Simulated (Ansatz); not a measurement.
# NbRu: pressure against volume scale

All results are calculated (Ansatz 0.2.0). Free energy against uniform scaling of the volume at fixed shape and fractions; periodic cell, basis, potentials, k mesh and filling as listed.

The cell before it is scaled or strained (space group Pm-3m, No. 221):
```
CELL_PARAMETERS angstrom
3.19460 0.00000 0.00000
0.00000 3.19460 0.00000
0.00000 0.00000 3.19460
ATOMIC_POSITIONS crystal
Nb 0.00000 0.00000 0.00000
Ru 0.50000 0.50000 0.50000
```

Settings of every row: functional r2SCAN; dispersion none; potentials PAW; wave cutoff 600 eV; density cutoff 2400 eV; k mesh 7x7x7; k shift 0x0x0; occupations cold; smearing width 0.05 eV; spin none.

Limits: coarse k mesh, up to 40 meV an atom off.

```
row  volume scale  V (Å³/atom)  pressure (GPa)  energy above lowest point (meV/atom)
  1        0.9406       15.333            6.91                                   8.3
  2        0.9703       15.817               ?                                     ?
  3             1       16.301           -8.24                                  14.6
  4        1.0297       16.785          -14.12                                  48.6
  5        1.0594       17.269          -19.08                                    99
```

Question: what pressure should row 2 give?

Worked fit of pressure. Take u = (V_r/V)^(2/3) − 1 with V_r = 16.543 Å³ an atom, which is twice the finite (Eulerian) strain; such expansions in the strain, on which the Birch-Murnaghan equation of state is built, carry the rest volume and the bulk modulus. The shown rows have u = 0.05194, 0.00987, -0.00964, -0.02823. Least squares give pressure = −11.305 + 301.84 × u + 940.3 × u² GPa; a straight line predicts inner rows, each left out in turn, worse (root mean square 0.92 against 0.016 GPa). The rows lie off it by 0.00, -0.01, 0.01, 0.00. The pressure vanishes at u = 0.0339, or V = 15.74 Å³ an atom, and there the bulk modulus at fixed shape and fractions is B = −V dP/dV = (2/3)(1 + u) dP/du = 252 GPa. The withheld row has u = 0.03037, so the fit gives −11.305 + 301.84 × (0.03037) + 940.3 × (0.03037)² = -1.27 GPa.

The calculation gave -1.23 GPa. The fit lies 0.04 GPa (3.3 % of the value, 0.15 % of the column's range) below it; its largest miss of a shown row is 0.01 GPa.

The other values of row 2: energy above lowest point 0 meV/atom.
